Cutting a crystal of HfO₂ leaves its outer atoms with fewer neighbours. Do these atoms decide at which wave vector the gap has its edges, or does the bulk crystal? In the table, level b1 is the highest filled level and level a1 the lowest empty one at each point of the surface zone, where G is the zone centre. The outer orbital weight is the part of a level found on the atomic orbitals of the outermost O plane and the Hf plane beneath it, both faces together. The zero of energy lies close to the middle of the gap by convention, so only differences between levels matter here.

Kohn-Sham levels of a relaxed, O-terminated (111) slab of cubic HfO₂ with 12 atomic planes, from Ansatz 0.2.0 with PBE, spin-orbit coupling, PAW, a 420 eV plane-wave cutoff, a 9×9×1 k mesh and 0.05 eV Gaussian smearing. Outer weights are Löwdin weights on the two outer planes of both faces together, averaged over levels within 1.5 meV and not renormalised.

```tsv
point label	point a (reciprocal cell vectors)	point b (reciprocal cell vectors)	level b1 from the Fermi level (eV)	outer orbital weight b1	level a1 from the Fermi level (eV)	outer orbital weight a1
M	0.5000	0.0000	-2.030	0.380	2.000	0.120
between	0.4167	0.0000	-2.040	0.430	2.060	0.120
between	0.3333	0.0000	-2.150	0.540	2.210	0.100
between	0.2500	0.0000	-2.350	0.570	2.320	0.140
between	0.1667	0.0000	-2.410	0.400	2.280	0.210
between	0.0833	0.0000	-2.380	0.440	2.130	0.290
G	0.0000	0.0000	-2.350	0.460	2.070	0.320
between	0.0556	0.0556	-2.390	0.420	2.160	0.290
between	0.1111	0.1111	-2.430	0.520	2.340	0.250
between	0.1667	0.1667	-2.220	0.610	2.430	0.190
between	0.2222	0.2222	-2.070	0.530	2.380	0.170
between	0.2778	0.2778	-2.220	0.480	2.320	0.130
K	0.3333	0.3333	-2.440	0.550	2.310	0.120
between	0.3611	0.2778	-2.360	0.480	2.310	0.120
between	0.3889	0.2222	-2.230	0.430	2.300	0.120
between	0.4167	0.1667	-2.120	0.410	2.250	0.100
between	0.4444	0.1111	-2.060	0.390	2.140	0.110
between	0.4722	0.0556	-2.040	0.380	2.040	0.120
```

Among the points of the table both edges lie at M, 4.03 eV apart, though the valence band is so flat nearby that its exact top may lie slightly off M. A tempting explanation starts from the cut bonds. An outer O atom keeps three of its four Hf neighbours, and with one positive ion less nearby its electrons are held less firmly. The valence top would then be the level that sits most at the surface. Its weight of 0.38 at M seems to agree, since a pure oxygen level spread evenly through the slab would show only 0.25.

If this explained where the edge lies, the valence level would rise with its outer weight along the path. Instead, the weight at M is the lowest on the path, a value shared with the neighbouring point towards K. The points K and (0.222, 0.222) have nearly equal weights, yet their levels differ by 0.37 eV. A straight line of valence level against outer weight, fitted to all 18 points, even slopes slightly downwards. Its rms miss of 0.14 eV is hardly less than the 0.15 eV standard deviation of the levels themselves, as the output below shows.

The conduction levels give the same verdict. The outer weight at G is 2.7 times that at M, while the level lies only 0.07 eV higher. Weight on the outer planes therefore doesn't set the order of the levels in either band.

Bulk dispersion offers a better account of the position. A clean cut keeps the repeat of the crystal along the face, so a bulk state keeps the part of its wave vector that runs along the face. Published density-functional bands of bulk cubic HfO₂, which this run doesn't include, generally put both edges at the zone-boundary point X, and for the (111) face that part of X is M. The same step gives a first guess for another face: project each of the three X points onto its surface zone, as they may land at different places. The guess has a narrow margin here, because the valence level at (0.222, 0.222) is only 0.04 eV below that at M, and a thicker slab might change the order.

The surface may still redistribute the levels, and two limiting cases show how to judge this. The outer planes hold 2 of the 8 O atoms but 2 of the 4 Hf atoms. With $f$ the Hf share of a level, an even spread gives the outer weight

$$w = \tfrac{2}{8}(1-f)+\tfrac{2}{4}f = 0.25\,(1+f).$$

For the valence band, the 5d and 6s populations of an outer Hf atom add up to about 2.5 electrons. The O 2p band holds 12 electrons per HfO₂, so $f\approx 2.5/12\approx 0.21$ and $w\approx 0.30$. Both are probably somewhat high, because the O 2s band supplies part of the Hf population. The weight at M is about 1.3 times this estimate, which takes nothing from the fitted line. Since $f$ is a band average, the excess at M alone is only likely: a level with an Hf share of 0.52 would look even there.

Six other points settle the matter more firmly. Their valence weights exceed 0.5, the even value for a pure Hf level, so no mixture of O and Hf makes them even. Incomplete projection could only hide further weight. The lost Hf neighbour is a plausible cause of this outward lean, although the calculation doesn't isolate it. The tempting explanation may thus keep a role in where the electrons sit, while the known bulk bands account better for where the edge lies.

The lowest empty level behaves differently. A simple standing wave on four Hf layers, weaker near both faces, would put 0.28 of its weight on the outer two. The value at G, 0.32, is close to this, but the value at M is only 0.12. The picture fails there by more than a factor of two, and part of the shortfall may be weight that the atomic orbitals don't catch.

All this holds for an ideal face of cubic HfO₂. That is a high-temperature phase, and the monoclinic phase that is stable at ambient conditions would need its own calculation. The width of the gap isn't a prediction for real HfO₂ either, because PBE makes gaps too small while confinement in a thin slab tends to widen them.

What remains open is whether the outward-leaning valence levels are true surface states or bulk states that crest near the faces. Thicker slabs would tell: the outer weight of a bulk state thins out as layers are added, whereas that of a surface state settles at a finite value.

Printed output of the fit:

```
Gap between the nearest levels at M, eV: 4.03
Valence level at M above that at (0.222, 0.222), eV: 0.04
Conduction level at G above that at M, eV: 0.07
Even outer share of a pure O level: 0.25
Even outer share of a pure Hf level: 0.5
Rough average Hf share of the O 2p band: 0.2082
Even outer share of a level with that Hf share: 0.3021
Outer share of the lowest standing wave on four Hf layers: 0.2764
Valence weight at M over the even share of pure O: 1.52
Valence weight at M over the even share of the mixed level: 1.258
Hf share that would make the valence weight at M even: 0.52
Points with valence weight above 0.5: 6
Points with conduction weight below 0.25: 14
Conduction weight at M over the standing-wave share: 0.4342
Conduction weight at G over that at M: 2.667
Valence level at (0.222, 0.222) above that at K, eV: 0.37
Valence weight at (0.222, 0.222) less that at K: -0.02
Correlation of valence level with its outer weight: -0.3297
Correlation of conduction level with its outer weight: -0.08008
Standard deviation of the valence level, eV: 0.1523
fit of level_b1 on 18 rows: constant -1.906 +/- 0.24, coefficient of level_outer_orbital_weight_b1 -0.7105 +/- 0.51; rms 0.14, worst between 0.22, leave-one-out rms 0.157
```
